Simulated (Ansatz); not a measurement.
# Re: pressure against volume scale

Periodic Kohn-Sham DFT of a crystal at fixed atoms, scaled to volume_scale times the given cell; pressure positive in compression, energy less spherical unpolarised free atoms, largest_vzz the field gradient of largest size among the nuclei. The results are calculated, by Ansatz 0.2.0.

The cell before it is scaled or strained (space group P6_3/mmc, No. 194):
```
CELL_PARAMETERS angstrom
2.60290 0.00000 0.00000
-1.30150 2.25420 0.00000
0.00000 0.00000 4.16200
ATOMIC_POSITIONS crystal
Re 0.33333 0.66667 0.25000
Re 0.66667 0.33333 0.75000
```

Settings of every row: method frozen-core PAW; functional PBEsol; relativity scalar; k mesh 18x18x10; filling fermi-dirac; smearing width 0.05 eV; wave cutoff 420 eV; paw set soft_2.

Atom start moment: 0 on all atoms.

Limits: PAW files made with PBE; all rows lie far from zero pressure; cell far from its zero-pressure volume; field gradient without spin-orbit coupling on heavy atoms; no gap: field gradients move with the k mesh; no spin-orbit coupling on heavy atoms.

```csv
row,volume scale,V (Å³/atom),pressure (GPa),largest V_zz (1e21 V/m^2)
1,0.94,11.478,154.226,-8.411
2,0.96,11.722,?,?
3,0.98,11.966,116.662,-8.831
4,0.99,12.088,108.309,-8.859
5,1,12.21,100.328,-8.869
6,1.01,12.332,92.699,-8.859
7,1.02,12.454,85.403,-8.832
8,1.04,12.699,71.751,-8.745
9,1.06,12.943,59.27,-8.643
```

Question: what pressure should row 2 give?

Worked fit of pressure. Take u = (V_r/V)^(2/3) − 1 with V_r = 12.271 Å³ an atom, which is twice the finite (Eulerian) strain; such expansions in the strain, on which the Birch-Murnaghan equation of state is built, carry the rest volume and the bulk modulus. The shown rows have u = 0.04554, 0.01692, 0.01007, 0.00333, -0.0033, -0.00982, -0.0226, -0.03492. Least squares give pressure = 96.4706 + 1150.119 × u + 2503.27 × u² + 1995 × u³ GPa; a parabola predicts inner rows, each left out in turn, worse (root mean square 0.031 against 0.016 GPa). The rows lie off it by -0.001, 0.005, 0.001, 0.000, -0.003, -0.013, 0.018, -0.006 (root mean square 0.0084 GPa). The withheld row has u = 0.03098, so the fit gives 96.4706 + 1150.119 × (0.03098) + 2503.27 × (0.03098)² + 1995 × (0.03098)³ = 134.563 GPa.

The calculation gave 134.569 GPa. The fit lies 0.006 GPa (0.0063 % of the column's range) below it; its largest miss of a shown row is 0.018 GPa.

The other values of row 2: largest V_zz -8.693 1e21 V/m^2.
